**Notes: which knob moves which lifetime in p-type InSb below 150 K**

Question: one deep level traps electrons in p-InSb at 77 K, so $\delta n\neq\delta p$. If I change one thing (trap density, doping, level position, temperature), which lifetime moves, which way, and by how much?

**Working result.** I use Shockley–Read–Hall kinetics with nondegenerate bands. The level has density $N_t$, electron occupancy $f$ and capture coefficients $c_n,c_p$. I set $\tau_{n0}=1/(c_nN_t)$ and $\tau_{p0}=1/(c_pN_t)$. Here $n_1=N_ce^{-(E_c-E_t)/k_BT}$ and $p_1=N_ve^{-(E_t-E_v)/k_BT}$, with the degeneracy factor absorbed in $E_t$. The net capture rates are

$$U_n=\frac{n(1-f)-n_1f}{\tau_{n0}},\qquad U_p=\frac{pf-p_1(1-f)}{\tau_{p0}},$$

and in equilibrium $f_0=n_0/(n_0+n_1)=p_1/(p_0+p_1)$. Under steady pair generation $G$, $U_n=U_p=G$. A photoelectron is free or trapped, so neutrality reads $\delta p=\delta n+N_t\delta f$. Linearising and eliminating $\delta p$:

$$G\tau_{n0}=(1-f_0)\,\delta n-(n_0+n_1)\,\delta f,\qquad G\tau_{p0}=f_0\,\delta n+(p_0+p_1+N_tf_0)\,\delta f .$$

The determinant is $(1-f_0)(p_0+p_1+N_tf_0)+f_0(n_0+n_1)=n_0+p_0+N_tf_0(1-f_0)\equiv D$. With $\tau_n\equiv\delta n/G$ and $\tau_p\equiv\delta p/G$,

$$\tau_n=\frac{\tau_{p0}(n_0+n_1)+\tau_{n0}(p_0+p_1+N_tf_0)}{D},\qquad \tau_p=\frac{\tau_{n0}(p_0+p_1)+\tau_{p0}\,[n_0+n_1+N_t(1-f_0)]}{D},$$

$$\tau_p-\tau_n=\frac{N_t\,\delta f}{G}=\frac{1}{D}\left[\frac{1-f_0}{c_p}-\frac{f_0}{c_n}\right].$$

So the lifetimes merge in two ways. Either the $N_t$ terms are negligible in the numerators, or the bracket vanishes, which happens at any $N_t$ when $p_1/p_0=c_n/c_p$: light then leaves the occupancy unchanged. For $p_1/p_0<c_n/c_p$ the level gains electrons and $\tau_p>\tau_n$.

For reasoning I drop $n_0$ and take $c_n\gg c_p$. Since $D-n_0=(1-f_0)(p_0+p_1+N_tf_0)$,

$$\tau_n\approx\frac{\tau_{n0}}{1-f_0}+\frac{\tau_{p0}\,n_1}{D},\qquad \tau_p\approx\tau_n+\frac{1-f_0}{c_pD}.$$

The electron lives until an empty centre catches it. The pair is removed only when the filled centre catches a hole, at rate about $c_pp_0$, whatever $N_t$ is.

**Inputs.** Compiled values: electron mass $0.0135\,m_e$, Luttinger parameters 34.8, 15.5, 16.5 and 0 K gap 0.235 eV (Vurgaftman 2001); 300 K gap 0.18 eV (Skelton 2020). I interpolate with the Varshni form $E_g=E_g(0)-aT^2/(T+b)$, a typical $b\approx170$ K, and $a=2.87\times10^{-4}$ eV/K fixed by the two gaps. This gives 0.228 eV at 77 K and 0.219 eV at 130 K. The spherical average $\bar\gamma=(2\gamma_2+3\gamma_3)/5=16.1$ gives hole masses $m_e/(\gamma_1\mp2\bar\gamma)=0.385\,m_e$ and $0.0149\,m_e$. With $N=2(2\pi mk_BT/h^2)^{3/2}$ per band, $N_c=5.1\times10^{21}$ and $N_v=7.8\times10^{23}$ m$^{-3}$ at 77 K. I carry intermediates unrounded.

Assumed centre: donor-like (positive when empty), $E_t-E_v=0.11$ eV, $N_t=1.0\times10^{20}$ m$^{-3}$, $c_n=10^{-11}$ and $c_p=10^{-15}$ m$^3$/s, both independent of temperature. Dividing by $\sqrt{3k_BT/m}$ at 77 K (electron and heavy-hole masses) gives cross-sections of $2.0\times10^{-17}$ and $1.0\times10^{-20}$ m$^2$, as suits an attractive and a neutral state. The net shallow-acceptor density $N_A=1.1\times10^{21}$ m$^{-3}$ is taken as fully ionised. Empty centres compensate it, so $p_0=N_A-N_t(1-f_0)$ with $n_0$ neglected, a quadratic for $p_0$.

Base case, 77 K: $p_1=5.0\times10^{16}$, $n_1=9.5\times10^{13}$ m$^{-3}$, the level is almost empty, and $\tau_n=1.00$ ns, $\tau_p=1.00$ µs. The crossing would need $p_1=10^{4}p_0=1.0\times10^{25}$ m$^{-3}$, above $N_v$. At this hole density no level in the gap reverses the sign.

**Predictions before calculating.**

*A. Double $N_t$ at fixed $N_A$.* $\tau_n\approx\tau_{n0}$ halves. $\tau_p\approx1/(c_pp_0)$ has no explicit $N_t$, but the added donors cut $p_0\approx N_A-N_t$ from 1.0 to $0.9\times10^{21}$ m$^{-3}$. I expect $\tau_p$ to *rise* by 11 %.

*B. Halve $N_A$.* The level stays empty, so $\tau_n$ should not move. The hole density drops to $0.45\times10^{21}$ m$^{-3}$, so $\tau_p$ more than doubles, by $1/0.45=2.22$.

*C. Move the level to $E_v+0.05$ eV.* Now $p_1=4.2\times10^{20}$ m$^{-3}$, and with the old $p_0$, $f_0\approx0.30$. Fewer empty centres means slower electron capture, so $\tau_n$ grows by $1/(1-f_0)=1.42$. For holes, extra filling also suppresses hole emission from empty centres, so the restoring rate becomes about $c_p(p_0+p_1)$ and $\tau_p$ falls by $1-f_0=0.70$.

*D. Warm to 130 K,* with the level tied to $E_v$. Now $n_1=6.8\times10^{17}$ and $p_1=9.4\times10^{19}$ m$^{-3}$. A trapped electron escapes at rate $c_nn_1$ while it waits for a hole arriving at rate $c_pp_0$. The ratio, with the old $p_0$, goes from $9.5\times10^{-4}$ to 6.8, and each escape buys another free period $\tau_{n0}$, so $\tau_n\approx7.8$ ns. $\tau_p$ should sag by roughly $f_0$, under a tenth.

*E. Purify to $N_t=10^{17}$ m$^{-3}$.* Here $N_t/p_0\approx10^{-4}$, which looks negligible. But the term $\tau_{p0}N_t=1/c_p$ competes with $\tau_{n0}p_0$, so merging requires $N_t\ll p_0c_p/c_n\approx10^{17}$ m$^{-3}$. I sit at that boundary and expect $\tau_p\approx2\tau_n$.

**Calculation with the full expressions.**

| case | $p_0$ ($10^{21}$ m$^{-3}$) | $f_0$ | $\tau_n$ (ns) | $\tau_p$ (µs) | $\tau_p/\tau_n$ |
|---|---|---|---|---|---|
| base | 1.00 | $5.0\times10^{-5}$ | 1.00 | 1.00 | $1.0\times10^{3}$ |
| A: $2N_t$ | 0.90 | $5.5\times10^{-5}$ | 0.50 | 1.11 | $2.2\times10^{3}$ |
| B: $N_A/2$ | 0.45 | $1.1\times10^{-4}$ | 1.00 | 2.22 | $2.2\times10^{3}$ |
| C: 0.05 eV | 1.03 | 0.289 | 1.41 | 0.68 | $4.8\times10^{2}$ |
| D: 130 K | 1.01 | 0.085 | 8.4 | 0.91 | $1.1\times10^{2}$ |
| E: $10^{17}$ m$^{-3}$ | 1.10 | $4.5\times10^{-5}$ | $1.00\times10^{3}$ | 1.91 | 1.9 |

All signs hold. A and B come out as estimated, and they reach the same ratio by different routes, so the ratio alone cannot separate them. In C, $\tau_p$ falls slightly more than I guessed. The partly filled level releases holes, raising $p_0$ by 3 %, and $N_tf_0(1-f_0)$ lifts $D$ another 2 % above $p_0$. In D, $\tau_n$ splits into 1.1 ns from the $\tau_{n0}$ term and 7.3 ns from the $\tau_{p0}(n_0+n_1)$ term. My estimate missed the factor $1/(1-f_0)$ and $n_0=6.3\times10^{16}$ m$^{-3}$. The dominant term holds $c_p$, not $c_n$, so the electron lifetime now reports on hole capture. In E the ratio is below 2 because $p_0$ recovers to nearly $N_A$.

**What I neglected.**

- *Direct recombination.* It adds a linear rate $B(p_0\delta n+n_0\delta p)$, which is $B(p_0\tau_n+n_0\tau_p)$ times the trap rate. With a typical order $B\approx10^{-15}$ m$^3$/s this is 0.001 in the base case and below 1 % in D. In E it is 1.1, so both lifetimes there would be divided by about 2.1. The trap equations still fix $\delta p/\delta n$, so the ratio 1.9 survives.
- *Nonparabolicity.* The two-band Kane form $E(1+E/E_g)=\hbar^2k^2/2m$ raises $N_c$ by $15k_BT/4E_g$ to first order, 19 % at 130 K. This goes directly into the 7.3 ns.
- *Where the level sits as the gap shrinks.* If it kept its 77 K distance from $E_c$ instead, $n_1$ at 130 K would be 2.3 times smaller. So $\tau_n$ in D is good to about a factor of two, though its rise is secure.
- *Valence-band warping* raises the heavy-hole density of states, and with it $p_1$, by less than 10 %, which shifts $f_0$ in C and D.
- *Freeze-out.* With a typical acceptor depth of 0.01 eV and degeneracy 4, the neutral-to-ionised ratio $4(p_0/N_v)e^{E_A/k_BT}$ is 2 % in the base case.
- *Signal size.* Linearity needs $\delta f\ll1-f_0$. In the base case the linear result reaches $\delta f=0.1$ at $G=1.0\times10^{25}$ m$^{-3}$s$^{-1}$, where $\delta p=1.0\times10^{19}$ and $\delta n$ is only $1.0\times10^{16}$ m$^{-3}$. The traps fill long before $\delta n$ nears $p_0$.

All lifetimes above are the model's. I chose $N_t$, $c_n$ and $c_p$ to reproduce the typical behaviour of p-InSb near 77 K, where the electron lifetime is about a nanosecond or less and the hole lifetime of order a microsecond, so the base row tests nothing. Real crystals are typically described with more than one level, which would alter C and D most. What carries over for a nearly empty, electron-attracting centre is the pattern. While re-emission is slow, $\tau_n$ follows $1/(c_nN_t)$ and $\tau_p$ follows $1/(c_pp_0)$; warming narrows the split mainly by raising $\tau_n$.